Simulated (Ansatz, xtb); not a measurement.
**Isomers of CH8GeOSi**

2 of its isomers, all singlets with charge 0: A = `O[SiH2][CH2][GeH3]`; B = `C[SiH2][O][GeH3]`.

Shapes, held fixed at every level: PBE0-D4/def2-TZVP. Flexible molecules stand in one conformer, not always the lowest. Programs: Ansatz 0.2.0, xtb 6.7.1.

A:

```xyz
12

O    -0.8831    1.6097   -1.1016
Si   -0.4636    1.3147    0.4677
C     0.6910   -0.1368    0.6252
Ge    0.1311   -1.7027   -0.4150
H    -0.2227    1.9871   -1.6830
H     0.1624    2.5271    1.0705
H    -1.7405    1.0151    1.1599
H     1.7036    0.1361    0.3137
H     0.7482   -0.4281    1.6793
H     0.3537   -1.4459   -1.9142
H     0.9554   -2.9347    0.0024
H    -1.3587   -1.9967   -0.1709
```

B:

```xyz
12

C     0.5789    1.9225   -1.0019
Si    0.7895    0.3443   -0.0450
O    -0.6684   -0.3890    0.0963
Ge   -1.2187   -1.8936    0.8573
H     0.1838    1.7211   -2.0002
H     1.5397    2.4329   -1.1109
H    -0.1106    2.5976   -0.4900
H     1.3496    0.6284    1.3094
H     1.7494   -0.5622   -0.7419
H    -2.7279   -1.9590    0.5970
H    -0.9075   -1.8249    2.3621
H    -0.4808   -3.0734    0.2019
```

Electronic energies in kJ/mol, without zero-point or thermal terms.

| level | kind | B − A |
| --- | --- | --- |
| GFN2-xTB | semi-empirical | -86.8 |
| PBE-D4/def2-TZVPP | GGA | -40.4 |
| BHLYP-D4/def2-TZVPP | global hybrid | -55.3 |
| wB97M-V/def2-TZVPP | range-separated hybrid | -46.7 |
| B2PLYP/def2-TZVPP | double hybrid | -53.2 |
| MP2/def2-SVP | perturbation theory | -55.5 |
| CCSD/def2-TZVPP | coupled cluster or CI | -48.8 |
| CCSD(T)/def2-TZVPP | coupled cluster or CI | -46.8 |

The highest level, CCSD(T)/def2-TZVPP, puts B lowest of these. All levels agree on that. The B − A difference spans -86.8 to -40.4 kJ/mol over the levels. Relativity is left out for Ge unless named. Correlated rows may include outer-core shells of Ge, which these sets cover unevenly.

Isomer B, the Si-O-Ge ether, lies below the germylmethyl silanol A by 46.8 kJ/mol at CCSD(T). Both isomers keep one Si-O and one Si-C bond, so the preference comes down to trading the O-H and Ge-C bonds of A for the C-H and Ge-O bonds of B. An O-H bond is stronger than a C-H bond, which by itself would favour A, but the gain from replacing Ge-C with the much more polar Ge-O bond outweighs it. The large electronegativity difference between germanium and oxygen supplies that ionic stabilisation.

The ordering is insensitive to the treatment of correlation: adding perturbative triples to CCSD moves the gap only from -48.8 to -46.8 kJ/mol, and wB97M-V gives nearly the same value. PBE-D4 gives a smaller preference and GFN2-xTB a far larger one, the latter probably because its parametrisation misjudges the balance between Ge-O and Ge-C bonding. The energy difference does not show that A would convert readily to B, since that depends on the barrier to rearrangement.
